**Margin notes on the convergence of Ritz values in the energy norm**

**1. Premises.** Hartree atomic units are used. $H=-\tfrac12\nabla^2+V$ is the fixed-nucleus Coulomb Hamiltonian without the nuclear repulsion, $(\cdot,\cdot)$ and $|\cdot|$ are the $L^2$ product and norm, and $H^1$ is the space of $u$ with $|u|$ and $|\nabla u|$ finite. The constant $c$ is chosen so that $A=H+c\ge\delta>0$. Its form $a(u,w)=\tfrac12(\nabla u,\nabla w)+(u,Vw)+c(u,w)$ is a scalar product with norm $|u|_A$. The eigenvalues $E_1\le\dots\le E_k$, counted with multiplicity, lie below the essential spectrum, $\psi_j$ are orthonormal eigenfunctions, and $\lambda_j=E_j+c$. The eigenvalue equation is used in the weak form $a(\psi_j,w)=\lambda_j(\psi_j,w)$ for all $w\in H^1$. The Rayleigh quotient is $E[v]=a(v,v)/|v|^2-c$. The min-max principle is taken as known: for a trial space $\mathcal V$ the $k$-th Ritz root is $E_k^{\mathcal V}=\min_{S}\max_{v\in S}E[v]$ over $k$-dimensional $S\subset\mathcal V$, and $E_k^{\mathcal V}\ge E_k$.

**2. The identity.** Expand both squares with the weak equation:
$$|v-\psi_k|_A^2=a(v,v)-2\lambda_k\,\mathrm{Re}(\psi_k,v)+\lambda_k,\qquad \lambda_k|v-\psi_k|^2=\lambda_k|v|^2-2\lambda_k\,\mathrm{Re}(\psi_k,v)+\lambda_k .$$
The difference is $a(v,v)-\lambda_k|v|^2$, so for every nonzero $v\in H^1$
$$E[v]-E_k=\frac{|v-\psi_k|_A^2-(E_k+c)\,|v-\psi_k|^2}{|v|^2}.\tag{1}$$
Nothing is expanded or dropped. The slogan "a first-order error in the function gives a second-order error in the energy" is (1), with the error taken in the $A$-norm.

**3. Why (1) alone does not settle excited states.** With $d=v-\psi_k$ the numerator is the form of $H-E_k$ on $d$, and $c$ cancels. A component $d_j\psi_j$ contributes $(E_j-E_k)|d_j|^2$, which is negative for lower states. The subtracted term $\lambda_k|d|^2$ is non-negative, and it is at most $(\lambda_k/\lambda_1)|d|_A^2$, because $\lambda_1$ is the bottom of the whole spectrum of $A$ and so $|d|_A^2\ge\lambda_1|d|^2$. The numerator therefore lies between $(1-\lambda_k/\lambda_1)|d|_A^2$ and $|d|_A^2$. The deviation is quadratic but has no fixed sign, and $E[v]=E_k$ does not imply $v\propto\psi_k$. The approximation of $\psi_k$ alone also says nothing about the root with number $k$. If $\mathcal V$ contains $\psi_2$ and is orthogonal to $\psi_1$, the first root is $E_2$ and the second is at least $E_3$. The lower states must enter the estimate.

**4. The bound for the $k$-th root.** Let $P$ be the $A$-orthogonal projector on $\mathcal V$, $S_k=\mathrm{span}(\psi_1,\dots,\psi_k)$, and
$$\varepsilon_k=\max_{u\in S_k,\ |u|=1}|u-Pu|_A .$$
Take $u\in S_k$ with $|u|=1$ and $e=u-Pu$.

(i) Pythagoras in the $A$-product gives $|Pu|_A^2=|u|_A^2-|e|_A^2\le\lambda_k$.

(ii) $|Pu|^2=1-2\,\mathrm{Re}(u,e)+|e|^2\ge1-2|(u,e)|$.

(iii) The Cauchy-Schwarz inequality would give $|(u,e)|$ only to first order in $\varepsilon_k$. Put instead $y=A^{-1}u$, which lies in $S_k$ with $|y|\le1/\lambda_1$. The weak equation gives $(u,e)=a(y,e)$, and $a(Py,e)=0$, so $|(u,e)|=|a(y-Py,e)|\le\varepsilon_k^2/\lambda_1$.

(iv) If $\sigma=2\varepsilon_k^2/\lambda_1<1$, then $Pu\ne0$, so $PS_k$ is a $k$-dimensional subspace of $\mathcal V$ and may be inserted in the min-max formula. This gives $E_k^{\mathcal V}+c\le\lambda_k/(1-\sigma)$, or
$$0\le E_k^{\mathcal V}-E_k\le\frac{\lambda_k}{\lambda_1}\,\frac{2\varepsilon_k^2}{1-2\varepsilon_k^2/\lambda_1}.\tag{2}$$

**5. The converse for the ground state.** Let $E_1$ be simple and $\lambda_2$ the bottom of the remaining spectrum of $A$. Write a normalised $v\in\mathcal V$ as $s\psi_1+w$ with $w\perp\psi_1$. The proof of (1) holds for any multiple of $\psi_1$, so $E[v]-E_1=|w|_A^2-\lambda_1|w|^2\ge(1-\lambda_1/\lambda_2)|w|_A^2$. For $s\neq0$, $v/s\in\mathcal V$ gives $|w|_A\ge|s|\varepsilon_1$. If the root tends to $E_1$, then $|w|_A\to0$, $|s|\to1$ and $\varepsilon_1\to0$. With (2), convergence of the root is equivalent to $\varepsilon_1\to0$, and the error lies between two multiples of $\varepsilon_1^2$.

**6. Hardy's inequality.** In three dimensions $\nabla\cdot(\mathbf r/r^2)=1/r^2$. For smooth $u$ of compact support, integration by parts (the surface term at the origin vanishes as the radius) gives
$$0\le\int\Big|\nabla u+\frac{\mathbf r}{2r^2}u\Big|^2=|\nabla u|^2+\frac14\int\frac{|u|^2}{r^2}-\frac12\int\frac{|u|^2}{r^2},$$
so $|u/r|\le2|\nabla u|$, and by density this holds on $H^1$, about any centre. Applied to each Coulomb term in one electron coordinate, it gives $|Vu|\le M|\nabla u|$ with $M=2N\sum_AZ_A+N(N-1)$ for $N$ electrons; $M=4$ for H$_2^+$.

**7. The $A$-norm is the $H^1$ norm.** From $|(u,Vu)|\le M|u||\nabla u|\le\tfrac14|\nabla u|^2+M^2|u|^2$,
$$\tfrac14|\nabla u|^2+(c-M^2)|u|^2\le|u|_A^2\le\tfrac34|\nabla u|^2+(c+M^2)|u|^2 .$$
For $c>M^2$ the norms are equivalent. A smaller admissible shift $c$ differs from a large $c_0$ by $(c_0-c)|u|^2\le(c_0-c)|u|_A^2/\delta$, so the equivalence holds for every $c$ of note 1. Nested spaces whose union is dense in $H^1$ therefore send every $\varepsilon_k$ to zero, and (2) gives convergence of all roots below the continuum. This is the criterion of Klahn and Bingel (1977). It is sufficient. What note 5 shows to be necessary is less, namely $H^1$ approximation of the state sought.

**8. $L^2$ completeness fails.** Take one electron and basis functions that all vanish on a sphere $r=b$ about the expansion centre. Such a set can be complete in $L^2$, because a sphere has no volume. Let $\bar u(r)$ be the spherical mean of $u$ and $\chi=r\bar u$, so $\chi(0)=0$. Then $|\chi(b)|^2\le b\int|\chi'|^2dr$ by Cauchy-Schwarz, $\int|\chi'|^2dr=\int r^2|\bar u'|^2dr$ because the remaining terms are the derivative of $r|\bar u|^2$, and $|\bar u'|^2$ does not exceed the mean of $|\nabla u|^2$. Hence $4\pi b|\bar u(b)|^2\le|\nabla u|^2$. For $u=\psi_1-v$ this gives $|\nabla(\psi_1-v)|^2\ge4\pi b\,\bar\psi_1(b)^2>0$, since the ground state is positive. The lowest root stays above $E_1$ for ever. A wrong value at a single point is harmless by contrast: cutting a bounded function off within a radius $\rho$ costs a squared gradient norm of order $\rho^{-2}\rho^3=\rho$.

**9. One-centre expansion of H$_2^+$: reduction to the tail.** Nuclei of charge $Z$ sit at $z=\pm a$, with distances $r_A,r_B$ to the electron. $\mathcal V_L$ holds all $H^1$ functions with angular momentum $l\le L$ about the midpoint ($L$ even, radial basis saturated). Let $\psi=\psi_1$, $E=E_1$, $Q$ the projector on $l\le L$, $t=(1-Q)\psi$, and $\beta(u,w)$ the form of $H-E$. Scale the Ritz vector as $v=Q\psi+w$ with $w\in\mathcal V_L$, $w\perp\psi$; then $|v|^2=1-|t|^2+|w|^2$. By (1), $(E_L-E)|v|^2=\beta(t,t)-2\,\mathrm{Re}\,\beta(w,t)+\beta(w,w)$. The kinetic energy does not couple different $l$, so $|\beta(w,t)|=|(Vw,t)|\le M|\nabla w||t|$. Notes 5 and 7 give $\beta(w,w)\ge\gamma(|\nabla w|^2+|w|^2)$ with $\gamma>0$. Comparison with $w=0$, which gives the upper bound $\beta(t,t)/(1-|t|^2)$, forces $|\nabla w|,|w|=O(|t|)$ once $\beta(t,t)$ is small against $\gamma$. Therefore
$$E_L-E=\tfrac12|\nabla t|^2+(t,Vt)+O(|t|^2).\tag{3}$$

**10. The tail comes from the cusps.** Near nucleus $A$, $\psi=\phi_1+r_A\phi_2$ with analytic $\phi_{1,2}$, as the separated solution in spheroidal coordinates shows. Since $\nabla^2r_A=2/r_A$, the singular terms of $H\psi=E\psi$ cancel only if $\phi_2=-Z\psi_0$ at the nucleus, where $\psi_0$ is the value of $\psi$ there (Kato's cusp condition). Smooth parts have partial waves that fall faster than any power of $l$. The $l$-th component of $r_A$ is $f_l=g_l(r)P_l(\cos\theta)$ with
$$g_l=\frac{r_<^{\,l+2}}{(2l+3)\,r_>^{\,l+1}}-\frac{r_<^{\,l}}{(2l-1)\,r_>^{\,l-1}},$$
where $r_<,r_>$ are the smaller and larger of $r$ and $a$. It follows from the generating function $D^{-1/2}=\sum x^lP_l(\mu)$, $D=1-2x\mu+x^2$, on writing $D^{1/2}=D\,D^{-1/2}$ and using the recurrence for $\mu P_l$. Green's identity with the Laplace expansion of $2/r_A$ gives, for $l\ge2$ and $\lambda=l+\tfrac12$,
$$|\nabla f_l|^2=-\frac{8\pi}{2l+1}\int_0^\infty r^2g_l\frac{r_<^{\,l}}{r_>^{\,l+1}}dr=\frac{6\pi a^3}{(\lambda^2-1)(\lambda^2-4)} .$$
The inner and outer ranges contribute $-6a^3/[(2l-1)(2l+3)(2l+5)]$ and $-6a^3/[(2l-1)(2l+3)(2l-3)]$ to the integral. The six power integrals in $g_l^2$ give, for $l\ge3$, $|f_l|^2=5\pi a^5/[(\lambda^2-1)(\lambda^2-4)(\lambda^2-9)]$. The second nucleus has $P_l(-\cos\theta)=(-1)^lP_l(\cos\theta)$, which in the gerade state doubles even amplitudes and removes odd ones. The midpoint rule with step 2 and $\Lambda=L+\tfrac32$ gives $\sum\lambda^{-4}\simeq1/(6\Lambda^3)$ and $\sum\lambda^{-6}\simeq1/(10\Lambda^5)$ over even $l>L$, so
$$\tfrac12|\nabla t|^2\simeq\frac{C}{\Lambda^3},\qquad|t|^2\simeq\frac{Ca^2}{\Lambda^5},\qquad C=2\pi Z^2\psi_0^2a^3 .$$
Corrections are of relative order $\Lambda^{-2}$. The linear variation of $\phi_2$ along the axis multiplies $g_l$ by $r-a$, which is odd across the sphere $r=a$, and its first-order cross term cancels.

**11. The potential term.** Hardy's inequality bounds $(t,Vt)$ by $M|t||\nabla t|\propto\Lambda^{-4}$, one order below the leading term, so its coefficient is worth having. For large $l$ put $k=\lambda/a$, $\zeta=|r-a|$, $\rho=a\theta$. Then $g_l\to-a\lambda^{-2}e^{-k\zeta}(1+k\zeta)$ and $P_l\to J_0(k\rho)$, and the tail of $r_A$ near $A$ is $\tau=-\int_K^\infty k^{-2}J_0(k\rho)e^{-k\zeta}(1+k\zeta)\,dk$ with $K=\Lambda/a$. The tail of $r_B$ is an alternating sum there, smaller by $1/\Lambda$. In $W=\int\tau^2r_A^{-1}d^3r$ use $J_0(k\rho)J_0(k'\rho)=(2\pi)^{-1}\int_0^{2\pi}J_0(q\rho)\,d\varphi$ with $q^2=k^2+k'^2-2kk'\cos\varphi$, and $\int J_0(q\rho)\,r_A^{-1}d^2\rho=2\pi e^{-q\zeta}/q$. The $\zeta$ integral over both sides gives $2[\Sigma^{-1}+(k+k')\Sigma^{-2}+2kk'\Sigma^{-3}]$, $\Sigma=k+k'+q$. Set $k'=m$, $k=m/x$ with $x<1$, double for the other ordering, and use $\int_K^\infty m^{-5}dm=K^{-4}/4$:
$$WK^4=\int_0^1x^2dx\int_0^{2\pi}\frac{d\varphi}{p}\Big[\frac1S+\frac{1+x}{S^2}+\frac{2x}{S^3}\Big],\quad p^2=1+x^2-2x\cos\varphi,\quad S=1+x+p .$$
The elliptic coordinates $\mu=p+x$, $\nu=p-x$ have $x\,dx\,d\varphi=xp\,d\mu\,d\nu/\sqrt{(\mu^2-1)(1-\nu^2)}$ on each half plane, with $1\le\mu\le3$ and $\mu-2\le\nu\le1$. After the $\nu$ integral, the terms in $\arccos(\mu-2)$, integrated by parts, give $(3\pi+85/12)/8$ per half plane and the algebraic terms give $(-3\pi+151/60)/8$, so $WK^4=12/5$. Two nuclei give $(t,Vt)\simeq-2Z^3\psi_0^2W$, and (3) becomes
$$E_L-E=\frac{C}{\Lambda^3}\Big[1-\frac{12}{5\pi}\frac{Za}{\Lambda}+O(\Lambda^{-2})\Big],\qquad\frac{12}{5\pi}=0.764 .\tag{4}$$

**12. Range of validity.** Equation (1) holds for any eigenpair and any nonzero $v\in H^1$. Equation (2) needs exact integrals, a linear trial space in $H^1$, roots below the essential spectrum and $2\varepsilon_k^2<\lambda_1$; it allows degeneracy and applies within each symmetry block, with the states counted in that block. Roots above the ionisation threshold have no eigenvalue to approach by this argument. Notes 6 and 7 need three dimensions and a non-relativistic operator bounded below, so the Dirac operator is excluded. Convergence in $H^1$ does not control point values such as $\psi_0$. Equation (4) is asymptotic, needs $\Lambda\gg1$ and $\Lambda\gg Za$, and assumes a saturated radial basis that resolves the width $a/L$ around $r=a$; a finite radial basis can only raise the root. For the second $\sigma_g$ root, (2) with the tails of both states gives a bound of order $\Lambda^{-3}$.

**13. Numbers for H$_2^+$ at $R=2a=2$ bohr.** The only input is $\psi_0$. Take the model function $e^{-\alpha\xi}(1+\kappa\eta^2)$, $\xi=(r_A+r_B)/2a$, $\eta=(r_B-r_A)/2a$, with the approximate variational parameters $\alpha=1.35$ and $\kappa=0.448$ as given inputs. With the volume element $a^3(\xi^2-\eta^2)\,d\xi\,d\eta\,d\phi$ the squared norm is $2\pi(I_2J_0'-I_0J_2')$, where $I_n=\int_1^\infty\xi^ne^{-2\alpha\xi}d\xi$ and $J_n'=\int_{-1}^1\eta^n(1+\kappa\eta^2)^2d\eta$. Here $I_0=0.02489$, $I_2=0.05016$, $J_0'=2.6776$, $J_2'=1.0824$, and the squared norm is $0.6746$ bohr$^3$. At $\xi=\eta=1$ this gives $\psi_0^2=e^{-2\alpha}(1+\kappa)^2/0.6746=0.209$ bohr$^{-3}$ and $C=1.31\,E_h$. The model's own cusp slope is $\alpha/2+\kappa/(1+\kappa)=0.984$ in place of $Z=1$, and using it would lower $C$ by 3 per cent, which indicates the model's uncertainty without bounding it.

| $L$ | $\Lambda$ | $C/\Lambda^3$ ($E_h$) | potential term | two-term $E_L-E$ ($E_h$) | $\lvert t\rvert^2$ |
|---|---|---|---|---|---|
| 10 | 11.5 | $8.6\times10^{-4}$ | $-6.6$ % | $8.0\times10^{-4}$ | $7\times10^{-6}$ |
| 20 | 21.5 | $1.3\times10^{-4}$ | $-3.6$ % | $1.3\times10^{-4}$ | $3\times10^{-7}$ |
| 40 | 41.5 | $1.8\times10^{-5}$ | $-1.8$ % | $1.8\times10^{-5}$ | $1\times10^{-8}$ |

The omitted terms scale with $\Lambda^{-2}$, which is $0.008$ at $L=10$. One of them, $-E|t|^2$, is at most 1.5 per cent of the leading term there, because $H$ is the mean of two hydrogenic operators of charge $2Z$ and so $E\ge-2E_h$. The coefficient of the relaxation term of note 9 is not determined here, so the second figure at $L=10$ is uncertain. In atomic units the energy error exceeds the squared $L^2$ truncation error by the factor $(\Lambda/a)^2$, and it is the gradient of the tail that sets it. In the model a truncation error of $1\,\mu E_h$ needs $\Lambda\approx(C/10^{-6}E_h)^{1/3}=109$, that is $L\approx108$.